\section{Partial-wave convergence of configuration interaction}

\subsection{Premises}

We take two electrons in the field of a fixed point nucleus of charge $Z$, with the nonrelativistic Hamiltonian in atomic units. Scaling lengths by $1/Z$ and energies by $Z^2$ gives
\begin{equation}
H=H_0+\frac{1}{Z}\frac{1}{r_{12}},\qquad
H_0=-\tfrac12\nabla_1^2-\tfrac12\nabla_2^2-\frac1{r_1}-\frac1{r_2},
\end{equation}
so that $E=Z^2E_0+ZE_1+E_2+O(1/Z)$ in hartree. For the ground state $\psi_0=\pi^{-1}e^{-r_1-r_2}$, $E_0=-1$ and $E_1=5/8$. The spatial function of an S state is written $\psi(r_1,r_2,r_{12})$, is real, and is normalized to unity over $d^3r_1d^3r_2$.

The configurations $nl\,n'l$ coupled to an S term span, for a complete radial basis, all functions $f_l(r_1,r_2)P_l(\cos\theta)$, with $\theta$ the angle between $\mathbf r_1$ and $\mathbf r_2$. We call this sector $l$. The CI energy $E_L$ is the variational minimum over the sectors $l\le L$. Since $d^3r_1d^3r_2=8\pi^2r_1^2r_2^2\,dr_1dr_2\,d\cos\theta$ and $\int P_l^2\,d\cos\theta=2/(2l+1)$,
\begin{equation}
\langle fP_l|gP_l\rangle=\frac{8\pi^2}{k}\iint r_1^2r_2^2\,fg\,dr_1dr_2,\qquad k\equiv l+\tfrac12 .
\label{eq:measure}
\end{equation}
With $r_<$, $r_>$ the smaller and larger radius and $x=r_</r_>$,
\begin{equation}
\frac1{r_{12}}=\sum_l v_lP_l,\quad v_l=\frac{x^l}{r_>};\qquad
r_{12}=\sum_l R_lP_l,\quad R_l=r_>\Big[\frac{x^{l+2}}{2l+3}-\frac{x^l}{2l-1}\Big].
\label{eq:expansions}
\end{equation}

\subsection{Second-order increments}

$H_0$ conserves $l_1$ and $l_2$, so it does not mix sectors, and $\psi_0$ lies in sector 0. The first-order equation $(H_0-E_0)\psi_1=-(1/r_{12}-E_1)\psi_0$ therefore separates, and $E_2=\sum_lE_2(l)$. Truncation at $L$ leaves $E_0$ and $E_1$ unchanged and removes the terms $l>L$, so that $E_L-E=-\sum_{l>L}E_2(l)+O(1/Z)$. For $l\ge1$ the spectrum of $H_0$ starts at $-1/4$ ($2p^2$), above $E_0$. Then $H_0-E_0$ is positive and $E_2(l)$ is the minimum of the Hylleraas functional
\begin{equation}
J_l[f]=\langle fP_l|H_0-E_0|fP_l\rangle+2\langle fP_l|v_lP_l\psi_0\rangle .
\label{eq:hyll}
\end{equation}
At the minimum the quadratic term equals $-E_2(l)$ and $E_2(l)=\langle fP_l|v_lP_l\psi_0\rangle$.

\subsection{The coalescence layer}

Put $r=(r_1+r_2)/2$ and $s=r_1-r_2$, with $dr_1dr_2=dr\,ds$. Exactly, $v_l=(r_1r_2)^{-1/2}e^{-k|\ln(r_1/r_2)|}$, so for large $l$ the source is confined to $|s|\lesssim r/k$, where $v_l\simeq r^{-1}e^{-\kappa|s|}$ with $\kappa=k/r$. In this layer $\partial_s\sim\kappa$ and $\partial_r\sim1/r$. The second derivatives give $-\frac12(\partial_1^2+\partial_2^2)=-\partial_s^2-\frac14\partial_r^2$. The first-derivative terms contain $\partial_s$ only through $(1/r_1-1/r_2)\partial_s\sim1/r^2$. The centrifugal term $\frac12l(l+1)(r_1^{-2}+r_2^{-2})$ is even in $s$ and equals $\kappa^2[1+O(k^{-2})]$. The nuclear attraction and $E_0$ do not grow with $k$. Up to relative terms $O(k^{-2})$ the Euler equation of (\ref{eq:hyll}) is thus
\begin{equation}
(-\partial_s^2+\kappa^2)f_l=-\frac1r\,e^{-\kappa|s|}\,\psi_0 .
\label{eq:layer}
\end{equation}
For a singlet $\psi_0$ is even in $s$ and may be replaced by $\psi_0(r,r,0)$ to the same order. The function $(1+\kappa s)e^{-\kappa s}$ has zero slope at $s=0$, and $-\partial_s^2+\kappa^2$ turns it into $2\kappa^2e^{-\kappa s}$. The even, decaying solution is
\begin{equation}
f_l=-\frac{r}{2k^2}\,(1+\kappa|s|)\,e^{-\kappa|s|}\,\psi_0(r,r,0).
\label{eq:fl}
\end{equation}
With $\int(1+\kappa|s|)e^{-2\kappa|s|}ds=3r/2k$ and (\ref{eq:measure}),
\begin{equation}
E_2(l)\simeq-\frac{8\pi^2}{k}\,\frac{1}{2k^2}\,\frac{3}{2k}\int_0^\infty r^5\psi_0^2\,dr=-\frac{3C}{(l+\frac12)^4},\qquad
C=2\pi^2\int_0^\infty|\psi(r,r,0)|^2r^5\,dr ,
\label{eq:law}
\end{equation}
where $\psi=\psi_0$ at this order. $C$ does not change when $\psi$ is rescaled in length. For the ground state $C=2\cdot5!/4^6=15/256$, and the increments are $-\frac{45}{256}(l+\frac12)^{-4}$ hartree, the result of Schwartz (1962).

\subsection{The cusp and the next term}

Equation (\ref{eq:fl}) is the large-$l$ form of $\frac12R_l\psi_0$, the partial wave of the cusp term $\frac12r_{12}\psi_0$. This identification can be made exact. From $\nabla_i^2r_{12}=2/r_{12}$, $\nabla_1r_{12}=-\nabla_2r_{12}=\hat{\mathbf r}_{12}$ and $\nabla_i\psi_0=-\hat{\mathbf r}_i\psi_0$,
\begin{equation}
(H_0-E_0)\tfrac12r_{12}\psi_0=\Big(-\frac1{r_{12}}+U\Big)\psi_0,\qquad
U=\tfrac12\hat{\mathbf r}_{12}\cdot(\hat{\mathbf r}_1-\hat{\mathbf r}_2)=\frac{(r_1+r_2)(1-\cos\theta)}{2r_{12}} .
\end{equation}
The singular source cancels and the remainder $U$ vanishes as $r_{12}$. Write $f_l=\frac12R_l\psi_0+\chi_l$ in (\ref{eq:hyll}) and minimize over $\chi_l$. For $l\ge1$,
\begin{equation}
E_2(l)=J_l-\Delta_l,\quad J_l=\langle\tfrac12R_lP_l\psi_0|(v_l+U_l)P_l\psi_0\rangle,\quad
\Delta_l=\langle U_lP_l\psi_0|(H_0-E_0)^{-1}|U_lP_l\psi_0\rangle\ge0 .
\end{equation}
The recursion $(2l+1)\cos\theta\,P_l=(l+1)P_{l+1}+lP_{l-1}$ gives $U_l=\frac12(1+x)x^lD$ with $D=1-\frac{l}{2l-1}x^{-1}-\frac{l+1}{2l+3}x$. The regions $r_1<r_2$ and $r_1>r_2$ contribute equally. The integrals over $r_>$ at fixed $x$ are $\int b^5e^{-2b(1+x)}db=\frac{15}{8}(1+x)^{-6}$ for the $v_l$ term and $\int b^6e^{-2b(1+x)}db=\frac{45}{8}(1+x)^{-7}$ for the $U_l$ term. Setting $x=e^{-t}$,
\begin{equation}
J_l=-\frac{15}{k}\int_0^\infty\!\!dt\,\frac{e^{-2kt}}{(2\cosh\frac t2)^6}\,\frac{k\sinh t+\cosh t}{k^2-1}\,\Big(1+\frac32D\Big),\quad
D=1-\frac{(k^2-\frac12)\cosh t+\frac k2\sinh t}{k^2-1}.
\label{eq:Jexact}
\end{equation}
Put $t=\tau/k$ and expand. Then $D=-(1+\tau+\tau^2)/2k^2+O(k^{-4})$, $(2\cosh\frac t2)^{-6}=\frac1{64}(1-3\tau^2/4k^2+\dots)$, and $(k\sinh t+\cosh t)/(k^2-1)=k^{-2}\{1+\tau+k^{-2}[1+\tau+\tau^2/2+\tau^3/6]+\dots\}$. Collecting terms,
\begin{equation}
J_l=-\frac{15}{64k^4}\int_0^\infty e^{-2\tau}\Big[1+\tau+\frac{1}{k^2}\Big(\frac14-\frac\tau2-\frac74\tau^2-\frac43\tau^3\Big)\Big]d\tau+O(k^{-8}).
\end{equation}
The two integrals are $3/4$ and $-15/16$.

For $\Delta_l$ the layer operator of (\ref{eq:layer}) is inverted on $U_l\simeq-e^{-\tau}(1+\tau+\tau^2)/2k^2$, now with $\tau=\kappa|s|$. The even solution of $-g''+g=e^{-\tau}(1+\tau+\tau^2)$ is $g=e^{-\tau}(1+\tau+\tau^2/2+\tau^3/6)$, and twice the integral of $g\,e^{-\tau}(1+\tau+\tau^2)$ is $49/8$. Hence $\Delta_l\simeq(8\pi^2/k)(4k^4)^{-1}(49/8)\,k^{-3}\int r^7\psi_0^2dr=0.94\,k^{-8}$, and
\begin{equation}
E_2(l)=-\frac{45}{256}\,k^{-4}+\frac{225}{1024}\,k^{-6}+O(k^{-8}).
\label{eq:two}
\end{equation}

\subsection{Summation}

Let $N=L+1$. The midpoint rule $\int_n^{n+1}F\,dy=F(n+\frac12)+\frac1{24}F''+\dots$ gives $\sum_{l>L}F(l+\frac12)=\int_N^\infty F\,dy+\frac1{24}F'(N)+\dots$. Thus $\sum k^{-4}=\frac13N^{-3}-\frac16N^{-5}+\dots$ and $\sum k^{-6}=\frac15N^{-5}+\dots$, and
\begin{equation}
E_L-E=\frac{15}{256}\,\frac{1}{(L+1)^3}\Big[1-\frac{5}{4(L+1)^2}+O(L^{-4})\Big]\qquad(Z\to\infty).
\label{eq:tail}
\end{equation}
The variable $L+1$ is the natural one because no $N^{-4}$ term appears at this order.

\subsection{Finite nuclear charge}

We return to unscaled units and estimate orders; a rigorous proof is due to Hill (1985). In the relative coordinate $\boldsymbol\rho=\mathbf r_1-\mathbf r_2$ the singular part of $H$ is $-\nabla_\rho^2+1/\rho$. If $\psi$ starts as $\rho^mY_{m\mu}(1+a\rho)$, then $\nabla^2\rho^{m+1}Y_{m\mu}=2(m+1)\rho^{m-1}Y_{m\mu}$, and cancellation of the $\rho^{m-1}$ terms requires $a=1/[2(m+1)]$. For a singlet with $m=0$ this is the cusp condition of Kato (1957), $\psi=\psi(r,r,0)(1+\frac12\rho)+O(\rho^2)$, with no term odd in $\boldsymbol\rho$. Project the Schr\"odinger equation on sector $l$. The source is $\psi/\rho=\psi(r,r,0)/\rho+\frac12\psi(r,r,0)+O(\rho)$. The second term is smooth at coalescence and has no power-law tail in $l$, and the third is weaker by $k^{-2}$, as $U$ was. The exact partial waves $\psi_l$ therefore obey (\ref{eq:layer}) and (\ref{eq:fl}) with the exact $\psi(r,r,0)$.

Let $P$ project on $l\le L$ and $Q=1-P$. Any trial function is $\phi=P\psi-\eta$ with $\eta$ in the $P$ space, and $\eta$ may be taken orthogonal to $P\psi$ because the norm of $\phi$ is free. Since $(H-E)\psi=0$,
\begin{equation}
\langle\phi|H-E|\phi\rangle=\langle Q\psi|H-E|Q\psi\rangle+2\langle\eta|r_{12}^{-1}|Q\psi\rangle+\langle\eta|H-E|\eta\rangle ,
\end{equation}
and $E_L-E$ is the minimum of this expression divided by $\langle\phi|\phi\rangle$. The terms scale as follows.
\begin{enumerate}
\item The kinetic energy is diagonal in $l$. It is the quadratic term of the layer functional at its minimum, $+3Ck^{-4}$ per wave, and sums to $CN^{-3}$.
\item By (\ref{eq:fl}) and (\ref{eq:measure}), $\|\psi_l\|^2\sim k^{-6}$ and $\|Q\psi\|^2\sim N^{-5}$. The nuclear attraction, $E$ and the normalization enter at $O(N^{-5})$ or beyond.
\item $Q\psi$ is concentrated at $\rho\lesssim r/N$, so $\langle Q\psi|r_{12}^{-1}|Q\psi\rangle\sim N\cdot N^{-5}$. This term is positive. With $r\sim1/Z$ it is smaller than the kinetic term by a factor of order $1/(ZN)$, and it belongs to third order in the $1/Z$ expansion.
\item The source of $\eta$, $r_{12}^{-1}Q\psi$, is of order one in a volume $\sim N^{-3}$. Its components with $l\sim N$ meet denominators $\sim N^2$ and lower the energy by $O(N^{-5})$. Its low-$l$ components have amplitude $\sim N^{-3}$ and contribute $O(N^{-6})$.
\end{enumerate}
Therefore
\begin{equation}
E_L-E=C(L+1)^{-3}+O(L^{-4}),\qquad E_l-E_{l-1}=-3C(l+\tfrac12)^{-4}+O(l^{-5}),
\end{equation}
with $C$ from (\ref{eq:law}) evaluated with the exact wave function. Since $\langle g(r)\delta(\mathbf r_{12})\rangle=4\pi\int g\,\psi^2r^2dr$, the missing energy is to leading order the expectation value of the effective contact operator $-\frac{\pi}{2}(L+1)^{-3}r^3\delta(\mathbf r_{12})$.

\subsection{Triplet pairs}

A triplet spatial function is odd under exchange, so $\psi(r,r,0)=0$ and $C=0$. It starts with $m=1$, and the nonanalytic term is $\frac14\rho$ times a function linear in $\boldsymbol\rho$. For a $^3S$ state exchange only swaps $r_1$ and $r_2$, so $\psi_0\simeq w(r)s$ with $w=\frac12(\partial_1-\partial_2)\psi_0$ at coalescence. In (\ref{eq:layer}) we need the odd solution of $-g''+g=\tau e^{-\tau}$, which is $g=\frac14(\tau+\tau^2)e^{-\tau}$, so that $f_l=-w\,g\,\mathrm{sgn}(s)/(r\kappa^3)$. Twice the integral of $g\,\tau e^{-\tau}$ is $5/16$, and
\begin{equation}
E_2(l)\simeq-\frac{8\pi^2}{k}\,\frac{5}{16k^5}\int r^7w^2dr=-\frac{5C_T}{(l+\frac12)^6},\quad
E_L-E\simeq\frac{C_T}{(L+1)^5},\quad C_T=\frac{\pi^2}{2}\int_0^\infty w^2r^7dr .
\end{equation}
For $1s2s\;^3S$ at large $Z$, $E_0=-5/8$ still lies below the sectors $l\ge1$. With $\varphi_{1s}=\pi^{-1/2}e^{-r}$ and $\varphi_{2s}=(8\pi)^{-1/2}(1-r/2)e^{-r/2}$, $w=(\varphi_{1s}'\varphi_{2s}-\varphi_{1s}\varphi_{2s}')/\sqrt2=re^{-3r/2}/16\pi$. Then $C_T=9!/(512\cdot3^{10})=35/2916$ and the increments are $-\frac{175}{2916}(l+\frac12)^{-6}$. This power law was analysed by Kutzelnigg and Morgan (1992).

\subsection{Range of validity}

The law holds for S states of the nonrelativistic Hamiltonian, with the radial basis saturated in every sector. An incomplete radial basis misses part of each increment, since the layer has width $r/k$ and a slope structure along $r_1=r_2$ that sharpens with $l$. The law is asymptotic, with relative corrections $-5/(4N^2)$ and $O(1/(ZN))$ for the ground state.

The value $15/256$ carries a relative correction $O(1/Z)$ that does not fall with $L$. Screening alone does not produce it, because $C$ is scale invariant. The Coulomb hole does. The model function $e^{-Z(r_1+r_2)}(1+\frac12r_{12})$ obeys both cusp conditions along the lines needed here. With $\langle r_{12}\rangle=35/16Z$ and $\langle r_{12}^2\rangle=6/Z^2$ for the $1s^2$ product, its normalization gives
\begin{equation}
C\approx\frac{15}{256}\Big[1+\frac{35}{16Z}+\frac{3}{2Z^2}\Big]^{-1}.
\label{eq:model}
\end{equation}
This indicates sign and size only, since the model is not the exact first-order function away from coalescence.

Other operators converge more slowly. Summing (\ref{eq:fl}) at $s=0$, $\theta=0$ gives $Q\psi=-(r/2N)\psi$, so the truncated function is too large at coalescence by the factor $1+r/2N$ and $\langle\delta(\mathbf r_{12})\rangle$ is too large by $(4\pi/N)\int r^3\psi^2dr=3Z^2/32\pi N$. The Breit--Pauli Hamiltonian contains contact terms of strength of order $\pi\alpha^2\delta(\mathbf r_{12})$. One term of that strength has a truncation error $3(Z\alpha)^2/32N$ hartree, which overtakes $CN^{-3}$ at large $L$. The $N^{-3}$ law must not be applied to relativistic energies without this contribution.

\subsection{Illustration: Si$^{12+}$}

Take $Z=14$ and a CI through h orbitals, $L=5$, $N=6$, $k=5.5$ for the last wave. All energies are in hartree. The leading increment is $-1.92\times10^{-4}$. Numerical integration of (\ref{eq:Jexact}) gives $J_5=-1.84\times10^{-4}$, and the leading form of $\Delta_5$ is $1.1\times10^{-6}$, so $E_2(5)\approx-1.85\times10^{-4}$.

With $C=0.0586$ the leading truncation error is $2.71\times10^{-4}$, or $59.5$ cm$^{-1}$. The bracket in (\ref{eq:tail}) is $0.965$ and lowers this to $2.6\times10^{-4}$. The third-order $N^{-4}$ term has relative order $1/(ZN)=0.012$. The model (\ref{eq:model}) multiplies $C$ by $0.86$, the largest correction, and the model's nonrelativistic truncation error is about $2.2\times10^{-4}$. The contact estimate $3(Z\alpha)^2/32N=1.6\times10^{-4}$ is of the same order, so at this $Z$ the law describes the nonrelativistic energy only.

For $1s2s\;^3S$, $C_T=0.0120$ and the leading term at $L=5$ is $1.5\times10^{-6}$. To bring the leading large-$Z$ term below $10^{-6}$ the ground state needs $N>38.8$, that is $L=38$, while the triplet needs $N>6.5$, that is $L=6$.